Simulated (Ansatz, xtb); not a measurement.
# Two isomers of C2H7Sn−

Structure I: `C[CH2][SnH2-]`, a singlet. Structure II: `[CH3][SnH-][CH3]`, a singlet. Both are isolated ions in the gas phase, relaxed with PBE0-D3(BJ)/def2-SVPD; the shapes shown needn't be the lowest conformers.

I (Å):

```xyz
10

C     1.6837   -0.3316   -0.9024
C     0.5324   -0.5142    0.0742
Sn   -1.3159   -1.3943   -0.9141
H     1.9510   -1.2846   -1.3906
H     2.6088    0.0643   -0.4371
H     1.4078    0.3647   -1.7119
H     0.8257   -1.1949    0.8923
H     0.2597    0.4475    0.5373
H    -2.3937   -0.9652    0.4720
H    -1.6967    0.1566   -1.7649
```

II (Å):

```xyz
10

C     1.3856    0.5067   -1.3881
C    -0.9334   -1.1264    0.2431
Sn    1.1920   -0.4653    0.6450
H     0.9722   -0.1423   -2.1786
H     2.4390    0.7222   -1.6331
H     0.8337    1.4617   -1.4047
H     1.8946   -2.0361    0.0715
H    -1.2628   -1.8871    0.9703
H    -1.6186   -0.2654    0.3223
H    -1.0313   -1.5508   -0.7703
```

Question: Estimate E(II) − E(I) at the level CCSD(T)/def2-SVPD + ΔMP2/def2-TZVPPD.

Answer: Calculated at CCSD(T)/def2-SVPD + ΔMP2/def2-TZVPPD: E(II) − E(I) = −0.254 eV, so structure II lies lower.

How the difference moves with the method:

```
                               level               geometry  E(II) − E(I) (eV)  departure from the last row (eV)  job, with rough time for the two
                            GFN2-xTB               GFN2-xTB              +0.440                            +0.694              optimisation, 0.12 s
                           HF/STO-3G               GFN2-xTB              −0.652                            −0.398              single point, 0.64 s
                 r2SCAN-D4/def2-SVPD               GFN2-xTB              −0.121                            +0.133               single point, 4.5 s
               PBE0-D3(BJ)/def2-SVPD  PBE0-D3(BJ)/def2-SVPD              −0.101                            +0.153                optimisation, 40 s
                        HF/def2-SVPD  PBE0-D3(BJ)/def2-SVPD              −0.095                            +0.159           part of the CCSD(T) run
                       MP2/def2-SVPD  PBE0-D3(BJ)/def2-SVPD              −0.216                            +0.038           part of the CCSD(T) run
                   CCSD(T)/def2-SVPD  PBE0-D3(BJ)/def2-SVPD              −0.171                            +0.083                      single point
CCSD(T)/def2-SVPD + ΔMP2/def2-TZVPPD  PBE0-D3(BJ)/def2-SVPD              −0.254                                                  single point, 54 s
```

As drawn, II has 1 C–Sn, 1 C–H in place of 1 C–C, 1 Sn–H.

GFN2-xTB puts the two in the other order. The largest departure from CCSD(T)/def2-SVPD + ΔMP2/def2-TZVPPD is that of GFN2-xTB, 0.694 eV. The last row adds to CCSD(T) the change of the MP2 difference between the two basis sets, here −0.083 eV.

With harmonic frequencies from PBE0-D3(BJ)/def2-SVPD (ideal gas, rigid rotor, one conformer each, 298.15 K, 1 atm): on the last row, ΔE + ΔZPE = −0.248, ΔH = −0.229, ΔG = −0.271 eV.

The correlated steps freeze 6 core orbitals; the filled d shell of Sn is correlated, in a basis made for valence electrons. Atoms past krypton carry core potentials in the def2 sets, other sets are all-electron and non-relativistic, and no spin–orbit term is included. Mirror images aren't counted in ΔG. Codes used: Ansatz 0.2.0, xtb 6.7.1; the last row on 2 threads of Arm Neoverse V1 on a shared host.

Dimethylstannide lies below ethylstannide, and vibrational and thermal terms leave that order intact, with ΔG at −0.271 eV. Both ions are stannides with a largely s-rich lone pair on tin, so the preference probably comes mainly from the bond exchange rather than from a different kind of anionic centre. Moving hydrogen from tin to carbon replaces a weak Sn–H bond with a strong C–H bond, which outweighs the cost of giving up C–C for the weaker, more polar C–Sn bond.

Hartree–Fock in the def2-SVPD basis already favours the dimethyl ion, so correlation strengthens the preference rather than creating it. The basis correction of −0.083 eV is about as large as that correlation contribution, which makes the sign more secure than the exact gap. GFN2-xTB alone reverses the order, probably because its parameters misjudge the balance between these bonds at anionic tin. The energy difference says nothing about how readily the ions interconvert, since that would require breaking and remaking strong bonds.
